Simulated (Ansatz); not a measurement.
**Ligand exchange: GaH2(CH3) + C2H2S → GaH2(SH) + C3H4**

Species: GaH2(CH3), singlet; C2H2S (ethynethiol) `C#CS`, singlet; GaH2(SH), singlet; C3H4 (propyne) `C#CC`, singlet. The partners trade CH3 for SH: Ga–CH3 and C–SH bonds give way to Ga–SH and C–CH3.

Shapes, held fixed at every level: PBE0-D4/def2-TZVP. Programs: Ansatz 0.2.0. Electronic energies: no zero-point or thermal term.

Problem. Estimate ΔE of this reaction.

Solution. The highest level, CCSD(T)/def2-TZVPP, gives ΔE = -137.3 kJ/mol; the levels span -162.8 to -133.4. The column of differences is taken from that level and isn't an error. No measured value is set beside it here. Relativity is left out for Ga unless named. Correlated rows may include outer-core shells of Ga, which these sets cover unevenly.

```
              level                   kind  ΔE (kJ/mol)  less CCSD(T)/def2-TZVPP
        HF/def2-SVP           Hartree–Fock       -162.8                    -25.5
  PBE-D4/def2-TZVPP                    GGA       -133.4                     +3.9
BHLYP-D4/def2-TZVPP          global hybrid       -144.6                     -7.3
  B2PLYP/def2-TZVPP          double hybrid       -137.9                     -0.6
       MP2/def2-SVP    perturbation theory       -147.5                    -10.2
      CCSD/def2-SVP  coupled cluster or CI       -150.2                    -12.9
    CCSD/def2-TZVPP  coupled cluster or CI       -139.5                     -2.2
 CCSD(T)/def2-TZVPP  coupled cluster or CI       -137.3                      0.0
```

The exchange is strongly exothermic at every level, so its direction in electronic energy is secure. Both halves of the swap probably contribute: gallium trades a Ga–C bond for a stronger, polar Ga–S bond, helped by some sulfur lone-pair donation into the formally empty Ga 4p orbital, while the alkynyl carbon gives up C–S for a strong C(sp)–C(sp3) bond. These gains outweigh the loss of sulfur conjugation with the triple bond.

In the smaller basis, correlation makes the reaction less exothermic, from -162.8 kJ/mol with Hartree–Fock to -147.5 with MP2 and -150.2 with CCSD. Enlarging the basis moves CCSD further the same way, to -139.5, a much larger change than adding perturbative triples. The offset of MP2 from the highest level therefore can't be read as a failure of second-order theory, and much of the Hartree–Fock offset may likewise come from the basis. The total energies alone don't separate the gallium–sulfur contribution from the carbon–carbon one.
